Ten percentage points of exact exchange widen the orbital gap of the ruthenium cluster Ru4⁺ by roughly 1 eV, on average between 5 and 50 %. At 5 % the whole gap is only about 0.6 eV. A setting of the calculation can therefore decide whether the cluster looks almost metallic or like an insulator.

The table follows this setting at fixed geometry. "Exact exchange" is the share of the PBE exchange that is replaced by exchange computed from the orbitals themselves, as in Hartree–Fock theory. The homo is the highest occupied orbital energy, the lumo the lowest empty one, both taken over the two spins together, and the homo lumo gap is their difference. "Spin squared" is the expectation value $\langle S^2\rangle$, which shows how pure the spin state is. The row at 0 %, plain PBE, is to be predicted.

Ansatz 0.2.0; unrestricted Kohn–Sham calculations for Ru4⁺ (charge +1, spin multiplicity 4) with PBE and a varying share of exact exchange, in the def2-TZVP basis at the fixed PBE-D4/def2-SVP geometry. The search for the electronic state relied on stability analysis alone. Spin squared is in units of ħ².

| exact exchange (%) | homo (eV) | lumo (eV) | homo lumo gap (eV) | spin squared |
| --- | --- | --- | --- | --- |
| 0 | ? | ? | ? | ? |
| 5 | -9.105 | -8.493 | 0.613 | 3.866 |
| 10 | -9.252 | -8.204 | 1.048 | 4.474 |
| 15 | -9.401 | -7.914 | 1.487 | 4.967 |
| 25 | -9.803 | -7.776 | 2.027 | 5.127 |
| 35 | -10.165 | -6.674 | 3.492 | 6.222 |
| 50 | -10.859 | -6.048 | 4.811 | 6.468 |

**(a) Why does exact exchange lower the homo and raise the lumo, and why might both shifts be proportional to its share?**

*Solution.* In a density functional calculation each electron feels the repulsion of the total electron density, which includes its own. Exchange has to remove this self-repulsion. PBE removes it only in part, so its occupied orbitals lie too high. Exact exchange cancels it completely for an occupied orbital, and the homo sinks as the share grows.

An empty orbital holds no electron, so there is no self-repulsion to cancel. Exact exchange makes it feel the repulsion of all the electrons present, whereas PBE gives it the same attractive exchange potential as the occupied orbitals. Replacing PBE exchange therefore takes attraction away from the empty orbital, and the lumo rises.

Let $a$ be the share as a fraction, $\hat V_x$ the exact exchange operator and $v_x$ the PBE exchange potential. If the orbitals keep their shape, the energy of orbital $i$ is

$$\varepsilon_i(a)=\varepsilon_i(0)+a\,\langle i|\hat V_x-v_x|i\rangle .$$

The bracket is then a fixed number, negative for the homo and positive for the lumo. Both energies are straight lines in $a$, and so is the gap.

The size of the effect follows from electrostatics. The self-repulsion of a charge spread over an ångström or two is of the order of ten electronvolts, so one per cent of exact exchange should move the gap by something like 0.1 eV. Compact orbitals, such as the d orbitals of a metal, should respond more strongly than diffuse ones.

There is a second, indirect effect. Exact exchange favours electrons of equal spin, so the spin-up and spin-down electrons of a pair tend to take orbitals of different shape. A pure quartet has $\langle S^2\rangle=\tfrac32\cdot\tfrac52=3.75$. The 5 % row is close to this value, but at 50 % it has reached 6.5, a strong mixture with higher spin states. The orbitals do change, and the straight line can only be an approximation.

**(b) Predict the four results at 0 %, with error bars.**

*Solution.* The argument of part (a) is meant for small shares, so the line is fitted to the rows at 5, 10 and 15 % alone. For equally spaced points the fitted slope follows from the two outer rows, and the line passes through the mean of all three at 10 %:

$$\text{slope}=\frac{1.487-0.613}{10}=0.0874\ \text{eV per \%},$$

$$\text{gap}(0)=\frac{0.613+1.048+1.487}{3}-10\times0.0874\approx0.18\ \text{eV}.$$

The homo and the lumo are treated in the same way.

The three points lie on their line to within about 0.001 eV, which is a poor guide to the error of the forecast. Carried in the other direction, to 25 % and beyond, the same line misses the gap by about 0.3 eV. That is the more honest measure of what a changing electronic state can do. The error bars below are judgements guided by such misses, not statistical errors.

Spin squared needs a different rule. A line through the 5 and 10 % rows would give 3.3 at 0 %, which is impossible: with three more spin-up than spin-down electrons the value can't fall below 3.75. The forecast is therefore the middle between this lower bound and the 5 % value.

- homo: −8.96 ± 0.1 eV
- lumo: −8.78 ± 0.3 eV
- homo lumo gap: 0.18 ± 0.3 eV
- spin squared: 3.81 ± 0.06

The gap should be small but probably positive. A negative value isn't forbidden, because the number of electrons of each spin is fixed and the homo of one spin may lie above the lumo of the other. If the forecast misses, the computed gap is more likely to be larger, since the mismatch between paired spin-up and spin-down orbitals, which may help to widen the gap, has almost vanished at 5 % already.

**(c) Compare the forecast with the computed row. What does the miss reveal about the straight line?**

The withheld rows as computed:

| exact exchange (%) | homo (eV) | lumo (eV) | homo lumo gap (eV) | spin squared |
| --- | --- | --- | --- | --- |
| 0 | -8.925 | -8.631 | 0.294 | 3.770 |

*Solution.* All four values fall within their ranges, and the gap misses on the expected side. Still, the computed gap of 0.29 eV is 0.12 eV above the forecast, an error of about 40 % of the gap itself. A line through all six known rows would have done worse, with a forecast of 0.05 eV. The printed output below compares both lines with the computed values.

The error comes from the lumo, which lies 0.15 eV higher than its line. Between 0 and 5 % it rises by only 0.03 eV per percentage point, half its rate between 5 and 15 %. The homo lies 0.03 eV above its own line, which offsets a little of the error. Here another orbital has taken over: the highest occupied orbital is a spin-down one at 5 and 10 %, but a spin-up one at 0 %. The highest spin-down orbital, at −8.959 eV, is still on the line.

Spin squared offers a clue to the reason. It grows quickly, by about 0.1 per percentage point or more, in three of the six steps: from 5 to 10, from 10 to 15 and from 25 to 35 %. These are also the three steps in which the lumo rises fastest. In the other three, the first one included, spin squared grows by only about 0.02 per percentage point and the lumo climbs more slowly.

The pattern needs care, because the rows don't all hold the same kind of solution. The four atoms of this geometry are equivalent by symmetry, which makes some orbital energies equal in pairs. At 0 and 25 % the two empty spin-up levels just above the lumo form such a pair. At 5 % they are split by 0.003 eV, at 15 % by 0.08 eV, and at 35 % they are split as well: the electrons no longer treat the four atoms alike. The steps into and out of the 25 % row therefore compare different solutions and say little about how fast the lumo rises in either.

The low end remains. Up to 5 % the symmetry has only begun to break, and the lumo climbs slowly. From 5 to 15 % the symmetry breaks further, spin squared grows, and the lumo climbs twice as fast. This fits the two effects of part (a): the direct shift acts at every share, and the rearrangement of the electrons seems to push the lumo up further. The data don't measure the two contributions separately.

The neat line between 5 and 15 % now looks different. Spin squared rises by more than 1 over this range, so the orbitals were not frozen, although the gap followed the frozen-orbital formula almost perfectly. Two effects that both grow evenly add up to a straight line. On this reading one of them fades near 0 %, and the line bends.

The 25 % row is the odd one out among the known rows. Its lumo lies 0.48 eV below the midpoint of its neighbours at 15 and 35 %, while its homo is in place. The total energies suggest that a lower solution was missed. For fixed orbitals the total energy is a straight line in the share, so the lowest energy over all orbitals can never rise more steeply as the share grows. Yet without the dispersion term it rises by 0.296 eV per percentage point from 10 to 15 %, and by 0.302 eV from 15 to 25 %. The row at 10 or at 25 % can't be the lowest, and the 25 % row, whose symmetry differs from that of its neighbours, is the likelier one.

For a similar cluster, a climbing spin squared is a warning that the orbitals are changing, and even a very straight line is then no proof that an extrapolation is safe. A steady value is no proof either: between 15 and 25 % it hardly changes, although the solution does. It helps to check whether equal levels stay equal and whether the total energy ever rises more steeply with the share. If it does, the runs should be repeated from the orbitals of neighbouring shares.

None of this tells which share is right, since a wide gap is no better than a narrow one in itself. Koopmans tuning supplies a criterion: the share is chosen so that minus the homo energy equals the energy needed to remove one more electron, computed as a difference of total energies. For this cluster both charge states would first have to be checked for missed solutions, because the energy difference is only as good as the two energies in it.

Printed output of the fit:

```
fit of homo_lumo_gap on 3 rows (exact_exchange < 20): constant 0.1753 +/- 0.0025, coefficient of exact_exchange 0.0874 +/- 0.00023; rms 0.000943, worst 10 0.00133, leave-one-out rms 0.00346
  rows outside the fit (model, value, miss): 0 0.1753, 0.294, -0.119; 25 2.36, 2.027, 0.333; 35 3.234, 3.492, -0.258; 50 4.545, 4.811, -0.266
fit of homo_lumo_gap on 6 rows: constant 0.05178 +/- 0.16, coefficient of exact_exchange 0.09405 +/- 0.0056; rms 0.173, worst 25 0.376, leave-one-out rms 0.225
  rows outside the fit (model, value, miss): 0 0.05178, 0.294, -0.242
Low-share lines in eV with miss as line less computed and steps in eV per %:
  row  HOMO line   HOMO miss  LUMO line   LUMO miss  HOMO step  LUMO step  S2 excess
    0     -8.957    -0.03167     -8.783     -0.1517        n/a        n/a       0.02
    5     -9.105   0.0003333     -8.493  -0.0001667     -0.036     0.0276      0.116
   10     -9.253  -0.0006667     -8.204   0.0003333    -0.0294     0.0578      0.724
   15     -9.401   0.0003333     -7.914  -0.0001667    -0.0298      0.058      1.217
   25     -9.697      0.1063     -7.335      0.4408    -0.0402     0.0138      1.377
   35     -9.993      0.1723     -6.756    -0.08217    -0.0362     0.1102      2.472
   50     -10.44      0.4223     -5.888      0.1603   -0.04627    0.04173      2.718
HOMO slope from 5 to 15 % (eV per %): -0.0296
LUMO slope from 5 to 15 % (eV per %): 0.0579
typical miss of the low-share gap line at 25 to 50 % (eV): 0.2876
S2 at 0 % by a straight line through 5 and 10 %: 3.258
S2 forecast at 0 %: 3.808
S2 forecast half-width: 0.058
S2 miss at 0 % (forecast less computed): 0.038
gap widening from 5 to 50 % (eV): 4.198
part of that widening from the LUMO (%): 58.24
LUMO at 25 % below the midpoint of 15 and 35 % (eV): 0.482
HOMO at 25 % below the midpoint of 15 and 35 % (eV): 0.02
S2 at 25 % below the midpoint of 15 and 35 %: 0.4675
```
